The dielectric function tells how strongly a material responds to the electric field of light at a given photon energy. Its real part measures how far the electrons are displaced in step with the field, and for a transparent material its square root is the refractive index. Its imaginary part measures absorption. Here both were obtained for a tetragonal LiAlF₄ crystal from PBE density-functional bands, by adding up all transitions of independent electrons from filled to empty states. The label xx means light polarised in the plane of the square cell, and zz means light polarised along the c axis.

Three magnitudes are worth remembering. The real part at low energy is about 1.9, so the refractive index is about 1.4, low for a solid. Absorption starts near 6 eV in this calculation. Yet only about a tenth of the low-energy response comes from absorption between 6 and 8 eV; the rest comes from transitions at still higher energy.

Dielectric function of tetragonal LiAlF₄ (P4/mmm, a = 3.600 Å, c = 6.137 Å) for independent particles, without local fields or excitons. Ansatz 0.2.0, PBE, scalar-relativistic plane-wave PAW, cutoff 420 eV, k mesh 6×6×4 for the ground state and 10×10×6 for the optics. Gaussian broadening is 0.1 eV, and unsolved bands enter the real part at their static value.

```
photon energy (eV)  dielectric imaginary xx  dielectric imaginary zz  dielectric real xx  dielectric real zz
               0.1                        0                        0                1.93                1.89
               0.3                        0                        0                1.93                1.89
               0.5                        0                        0                1.93                1.89
               0.7                        0                        0                1.93                1.89
               0.9                        0                        0                1.93                1.90
               1.1                        0                        0                1.93                1.90
               1.3                        0                        0                1.94                1.90
               1.5                        0                        0                1.94                1.90
               1.7                        0                        0                1.94                1.91
               1.9                        0                        0                1.95                1.91
               2.1                        0                        0                1.95                1.92
               2.3                        0                        0                1.96                1.92
               2.5                        0                        0                1.97                1.93
               2.7                        0                        0                1.97                1.93
               2.9                        0                        0                1.98                1.94
               3.1                        0                        0                1.99                1.95
               3.3                        0                        0                2.00                1.96
               3.5                        0                        0                2.01                1.97
               3.7                        0                        0                2.02                1.98
               3.9                        0                        0                2.04                1.99
               4.1                        0                        0                2.05                2.00
               4.3                        0                        0                2.07                2.02
               4.5                        0                        0                2.09                2.03
               4.7                        0                        0                2.11                2.05
               4.9                        0                        0                2.13                2.08
               5.1                        0                        0                2.16                2.10
               5.3                        0                        0                2.19                2.13
               5.5                        0                        0                2.23                2.17
               5.7                        0                        0                2.29                2.23
               5.9                        0                        0                2.36                2.32
               6.1                     0.01                     0.13                2.49                2.51
               6.3                     0.21                     0.33                2.62                2.41
               6.5                     0.36                     0.38                2.58                2.36
               6.7                     0.44                     0.43                2.55                2.31
               6.9                      0.5                     0.47                2.54                2.28
               7.1                     0.62                      0.5                2.56                2.24
               7.3                     0.83                     0.52                2.49                2.20
               7.5                     0.84                     0.52                2.25                2.17
               7.7                     0.79                     0.53                2.21                2.16
               7.9                      0.8                     0.55                2.16                2.14
```

The real part changes long before anything is absorbed. Up to 5.9 eV the imaginary part is zero in both directions, while the real part climbs, slowly at first and then steeply. In the plane it gains only 0.06 between 0.1 and 3.1 eV, but 0.37 between 3.1 and 5.9 eV. The crystal thus feels its absorption edge from a distance, and more strongly the closer the photon energy comes to it.

The reason is that each possible transition acts like a driven oscillator. Driven below its own frequency, an oscillator follows the force in step, with an amplitude that grows as resonance comes near. Driven above that frequency, it moves against the force. Adding up all oscillators gives the Kramers-Kronig relation, which links the two parts of the dielectric function:

ε₁(E) = 1 + (2/π) ∫ E′ ε₂(E′) / (E′² − E²) dE′

Here ε₁ is the real part, ε₂ the imaginary part, E the photon energy and E′ the energy at which absorption takes place. Absorption above E raises the real part at E, and absorption below E lowers it.

At zero photon energy the weight of each absorption is simply 1/E′. The tabulated absorption can then be summed by hand, with each row standing for a strip 0.2 eV wide. For light polarised in the plane the ten absorbing rows give

0.01/6.1 + 0.21/6.3 + 0.36/6.5 + 0.44/6.7 + 0.50/6.9 + 0.62/7.1 + 0.83/7.3 + 0.84/7.5 + 0.79/7.7 + 0.80/7.9 = 0.745

(2/π) × 0.2 × 0.745 = 0.095

The low-energy real part exceeds the vacuum value of one by 0.93, so this window supplies about 10 % of the response, and about 9 % for light along c. The bulk of it must come from absorption above 8 eV. That fits the chemistry: fluoride ions hold their electrons tightly, so most of the strength of their transitions lies far in the ultraviolet, where the weight 1/E′ is small. This is a main reason why the refractive index is low.

The rise towards the edge has a different make-up. Going from zero to 5.1 eV multiplies the contribution of an absorption at E′ by E′²/(E′² − E²). For absorption at 7 eV this factor is 49/(49 − 26) = 2.1, whereas at 15 eV it is only 225/(225 − 26) = 1.13. Near transitions therefore gain greatly while distant ones hardly change. The same sum over the table, taken with the full weight at 5.1 eV, accounts for about 43 % of the rise up to that energy in the plane and about 44 % along c.

The height of the real part in the transparent range is thus set mainly by distant, strong absorption, while its slope owes much to the weak absorption just above the edge. The Kramers-Kronig relation is built into the calculation, so these sums sort the response by origin and do not test the physics. They are good enough for shares of this size. They would fail close to the edge, where the result depends on how absorption varies within a single strip.

The position of the edge follows from the bands. The smallest gap of the same calculation is 5.71 eV, but it joins a filled state at the edge of the Brillouin zone to an empty state at its centre. A photon carries almost no momentum and cannot bridge that distance without help from a lattice vibration, which the calculation leaves out. The smallest gap without a change of momentum is 6.11 eV, at the zone centre. Accordingly the row at 5.9 eV, although above the smallest gap, shows no absorption.

Light along c is absorbed from a slightly lower energy than light in the plane. At 6.1 eV the imaginary part is already 0.13 along c but only 0.01 in the plane. Symmetry offers a likely explanation. In fluorides the highest filled states are made mainly of fluorine 2p orbitals, and the lowest empty state at the zone centre is usually s-like. Light along c can lift an electron into such a state from p orbitals that point along c, and light in the plane from those that lie in the plane. The order of the onsets then suggests that the filled state built from orbitals along c lies slightly higher; the orbital make-up of the states was not examined.

The one row in which the real part is larger along c than in the plane follows directly from this order. Where absorption sets in steeply, the real part has a peak, because there is strong absorption just above that energy and none just below to oppose it. Along c this peak falls at 6.1 eV, in the plane at 6.3 eV. At 6.1 eV one curve is therefore at its top while the other is still climbing, and the usual order is briefly reversed.

An early edge does not by itself make a large low-energy response. Absorption along c starts first, but from 6.7 eV on it is the weaker of the two, and at 7.5 eV absorption in the plane is 1.6 times as strong. What counts at low energy is the total absorption, each part divided by its energy. The tabulated window supplies 0.017 of the low-energy difference of 0.036 between the directions, and the rest comes from higher up. So small a difference could still change if local fields, the uneven fields inside the cell that are neglected here, were included.

The in-plane curve has one more irregularity. Its real part recovers slightly at 7.1 eV, where absorption begins a second steep rise, and then drops by 0.24 between 7.3 and 7.5 eV. Over that same step the imaginary part hardly changes, from 0.83 to 0.84. The two need not change together, because the real part depends on the absorption to either side of the photon energy. At 7.3 eV the next row above absorbs clearly more than the next row below, 0.84 against 0.62, and this lifts the real part. At 7.5 eV the two neighbours nearly balance, 0.79 against 0.83, and this lift is gone. By the Kramers-Kronig relation, however, that change accounts for only about a third of the fall. Rows farther away add little, so much of the rest must come from absorption that varies sharply between the rows, perhaps a narrow peak between 7.3 and 7.5 eV. Rows 0.2 eV apart cannot show its shape.

For practical use the values for visible light, far below the edge, are the safer part of the result. PBE makes the gaps of fluorides too small, often by several eV, so the real edge should lie deeper in the ultraviolet, and the steep rise of the real part should move there with it. The attraction between the excited electron and the hole it leaves, also neglected, can reshape the edge strongly. The atoms are held still as well, whereas their thermal and zero-point motion would shift and blur the edge. The onset and the peaks therefore show how the two parts of the spectrum belong together, and are no guide to the wavelength at which a real window or coating would start to absorb.

Two further limits concern the low-energy end and the crystal itself. Near 0.1 eV the ions of a real fluoride also move with the field, so the tabulated value there is the electronic part alone and not the constant that a capacitor would show. In the assumed structure lithium sits 2.84 Å from its fluorine neighbours, much farther than the roughly 2 Å that is common in lithium fluorides. The stability of this structure was not tested. Relaxation keeps the symmetry of the starting structure, so the cell may be a saddle point, from which the atoms could lower their energy by moving to less symmetric places. A denser arrangement of the same atoms should have a higher refractive index, and the small contrast between the two directions could differ too.
